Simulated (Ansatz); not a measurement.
## ZrZn: the change of energy above lowest point with volume scale

All results are calculated (Ansatz 0.2.0). Free energy against uniform scaling of the volume at fixed shape and fractions; periodic cell, basis, potentials, k mesh and filling as listed.

The cell before it is scaled or strained (space group Pm-3m, No. 221):
```
cell vectors (Å)
   3.3471     0.0000     0.0000
   0.0000     3.3471     0.0000
   0.0000     0.0000     3.3471
atoms (fractions of the cell vectors)
Zr  0.50000  0.50000  0.50000
Zn  0.00000  0.00000  0.00000
```

Settings of every row: functional PBEsol; dispersion none; potentials PAW; wave cutoff 500 eV; density cutoff 2000 eV; k mesh 7x7x7; k shift 0x0x0; occupations fermi dirac; smearing width 0.1 eV; spin none.

Limits: coarse k mesh, up to 40 meV an atom off.

```
row  volume scale  V (Å³/atom)  energy above lowest point (meV/atom)
  1        0.9406       17.635                                     0
  2        0.9703       18.192                                   1.6
  3             1       18.749                                  14.8
  4        1.0297       19.306                                     ?
  5        1.0594       19.863                                  68.9
```

Question: what energy above lowest point should row 4 give?

Worked fit of energy above lowest point. Take u = (V_r/V)^(2/3) − 1 with V_r = 18.471 Å³ an atom, which is twice the finite (Eulerian) strain; such expansions in the strain, on which the Birch-Murnaghan equation of state is built, carry the rest volume and the bulk modulus. The shown rows have u = 0.03136, 0.0102, -0.00991, -0.04728. Least squares give energy above lowest point = 6.9 − 655.6 × u + 13873 × u² meV/atom; a straight line predicts inner rows, each left out in turn, worse (root mean square 13 against 0.11 meV/atom). The rows lie off it by 0.0, -0.1, 0.0, 0.0. Its lowest point lies at u = 0.0236, or V = 17.84 Å³ an atom, and the curvature there gives the bulk modulus at fixed shape and fractions, B = (4/9)(1 + u)² E″(u)/V = 116 GPa. The withheld row has u = -0.02905, so the fit gives 6.9 − 655.6 × (-0.02905) + 13873 × (-0.02905)² = 37.7 meV/atom.

The calculation gave 37.7 meV/atom. The fit meets it to the printed digit.
